The isotropic hyperfine coupling, $A_\mathrm{iso}$, measures the contact between a nuclear magnetic moment and the unpaired electron spin found exactly at that nucleus. It was computed here for the β-germylethyl radical from an unrestricted, non-relativistic hybrid-functional density, in one fixed conformer. Beside it stand the spin population, which assigns the unpaired spin to whole atoms, and the largest dipolar part, which is the most positive component of the direction-dependent coupling. For each hydrogen, the carrier is the heavy atom to which it is bonded.

Hyperfine couplings (13C, 1H, 73Ge) and Mulliken spin populations of the radical [CH2][CH2][GeH3], from PySCF 2.14.0 with density fitting: gas-phase unrestricted B3LYP, pcH-1 on C and H, def2-TZVP-core on Ge, GFN2-xTB geometry. A iso includes a mean-field spin-orbit term. Atoms are numbered in SMILES order, hydrogens last, and the hydrogens of each group are averaged.

```csv
atom,bonded to,spin population (e),A iso (MHz),largest dipolar part (MHz),spin on the carrier of an H (e)
C1,C H H,1.002,84.4,151.8,n/a
C2,C Ge H H,-0.090,-34.3,2.3,n/a
Ge3,C H H H,0.100,-87.5,6.1,n/a
H4,C,-0.043,-59.7,36.7,1.002
H6,C,0.017,46.1,7.8,-0.090
H8,Ge,0.014,15.3,3.5,0.100
```

Nearly all the unpaired spin sits on C1, yet large couplings appear at nuclei with little spin, and their signs alternate in no obvious order. Two questions bring order into the list. The first is what sign the nuclear moment has, and the second is how spin from the C1 p orbital reaches the nucleus at all.

**From coupling to spin density**

The contact coupling is a simple product,

$$A_\mathrm{iso}=K\,g_N\,\rho_s(0),$$

where $K$ is a constant common to all nuclei, $g_N$ is the nuclear g-factor and $\rho_s(0)$ is the excess of spin-up over spin-down density at the nucleus. The g-factor is positive for $^1$H and $^{13}$C but negative for $^{73}$Ge. The coupling of −87.5 MHz at germanium therefore reports positive spin density. Once this is allowed for, the density at the nucleus has the same sign as the spin population in all six rows.

**Nuclei reached by spin polarisation**

The unpaired electron of C1 occupies a p orbital, which vanishes at the C1 nucleus and throughout the plane of the neighbouring bonds. The two hydrogens on C1 lie close to that plane, so the orbital itself puts hardly any spin on them. Exchange does so indirectly: in each C–H bond pair, the electron parallel to the unpaired spin is drawn towards C1, and the other is left in excess near the hydrogen. This standard mechanism, called spin polarisation, accounts for the −59.7 MHz of these α-hydrogens.

The same argument covers the two carbons. The C1–C2 bond pair is polarised with spin-up towards C1 and spin-down towards C2, and both ends of the bond have s character, which reaches the nuclei. The couplings of 84.4 MHz at C1 and −34.3 MHz at C2 follow this pattern. The dipolar part confirms where the unpaired electron itself resides, since it is large at C1 and only 2.3 MHz at C2.

**Nuclei reached by overlap**

If polarisation by the carrier were the whole story, a hydrogen's coupling would scale with the spin on the atom that holds it. Scaled on the α-hydrogens, this rule gives only about 5 MHz for the hydrogens on C2, against a computed 46.1 MHz. For the hydrogens on germanium it gives −6 MHz, where the averaged coupling is 15.3 MHz. The printed analysis after this text sets the rule beside the computed values.

What the rule leaves out is hyperconjugation, the mixing of the p orbital with bonds on the next atom. A bond at C2 mixes well if it stands parallel to the p axis and not at all if it lies in the nodal plane. The spin transferred goes as the square of the orbital mixing, and the mixing goes as the cosine of the twist angle $\theta$ between bond and p axis, seen along C1–C2. For a hydrogen on C2 this gives

$$A_\mathrm{iso}\approx B\,\rho_{\mathrm{C1}}\cos^2\theta,$$

with $\rho_{\mathrm{C1}}$ the spin population of C1 and $B$ the coupling at full overlap.

In this conformer the two C2–H bonds are twisted by about 62° from the p axis, so that $\cos^2\theta$ is 0.22. A rough recalled value for $B$ is 150 MHz. The estimate is then $150\times1.002\times0.22\approx33$ MHz, with nothing fitted to this radical. It has the right sign and falls short of the computed coupling by 13 MHz, or 28% of it. On this rough estimate, overlap accounts for most of what the carrier rule misses, although a single conformer cannot test the angular law itself.

The ethyl radical makes a useful comparison. Its methyl group turns almost freely, so each hydrogen samples all twist angles and the mean of $\cos^2\theta$ is one half. Its β-hydrogens therefore couple more strongly than those here, which the germyl group holds away from the p axis.

**Germanium**

The bond that takes the favoured place is C2–Ge, which lies within about 1° of the p axis in twist. Its angle is therefore almost the best possible for mixing with the p orbital, and germanium carries a positive spin population of 0.100. The dipolar coupling supports this assignment independently of how populations are divided among atoms. A point spin on C1 would produce only about 0.2 MHz at germanium, whereas the largest component computed there has a magnitude of 11 MHz. Germanium must hold unpaired spin of its own, in an orbital with a direction.

A tenth of an electron is nevertheless enough to give a spin density at the germanium nucleus 7.5 times that at C1. The orbital that germanium uses for the bond contains some 4s character, and a valence s orbital of a heavy atom is very dense close to its nucleus. At C1 the spin sits in a p orbital with a node there, and the contact density comes mainly from polarisation. The size of the germanium coupling is uncertain, because scalar relativity, left out here, normally raises the s density at a heavy nucleus. The coupling at C1 has a different weakness. Out-of-plane bending of its CH$_2$ group, absent from a fixed geometry, mixes s character into the p orbital and is expected to raise the value.

**The hydrogens on germanium**

The last row is an average over unlike atoms. The hydrogen anti to C1, on the far side of the C2–Ge bond, has a coupling of 51.6 MHz, while the other two average −2.9 MHz. All three share one carrier, so the difference must come from their orientation. The average approximates a rapidly turning GeH$_3$ group; a frozen radical would show the separate couplings.

The strongly coupled hydrogen is also the one farthest from C1, which rules out mere proximity as the reason. It ends a flat zigzag that runs from the p lobe through C1, C2 and germanium. Along such a path each orbital overlaps well with the next, and long-range couplings are known to be large for this arrangement. That is the likely cause here, though the calculation does not isolate it. The two weakly coupled hydrogens stand off this path, and their small negative couplings come with slightly positive populations, so the agreement in sign noted above holds for the averaged row and not for each of its atoms.

The analysis program printed:

```
Contact density and coupling:
  row  spin population  spin density at nucleus (a.u.)  MHz per a.u. of density
   C1            1.002                         0.07523                     1122
   C2            -0.09                        -0.03048                     1125
  Ge3              0.1                          0.5635                   -155.3
   H4           -0.043                        -0.01334                     4477
   H6            0.017                         0.01032                     4468
   H8            0.014                        0.003413                     4483
Spin density at nucleus, Ge3 over C1 (ratio): 7.49
Coupling of alpha-H per unit carrier spin (MHz): -59.58
Carrier rule against calculation:
  row  A iso (MHz)  carrier rule (MHz)  rule less calculation (MHz)
   C1         84.4                 n/a                          n/a
   C2        -34.3                 n/a                          n/a
  Ge3        -87.5                 n/a                          n/a
   H4        -59.7               -59.7                            0
   H6         46.1               5.362                       -40.74
   H8         15.3              -5.958                       -21.26
Twist of C2-Ge from the p axis (degrees): 1.011
Mean twist of the two C2-H bonds from the p axis (degrees): 62.03
Cosine squared for the C2-H bonds, mean: 0.22
Beta-H coupling from the overlap estimate (MHz): 33.07
Overlap estimate less calculation for beta-H (MHz): -13.03
Dipolar part at Ge from a point spin on C1 (MHz): 0.231
Largest dipolar magnitude computed at Ge (MHz): 11.12
Anti Ge-H coupling (MHz): 51.56
Mean of the two other Ge-H couplings (MHz): -2.871
```
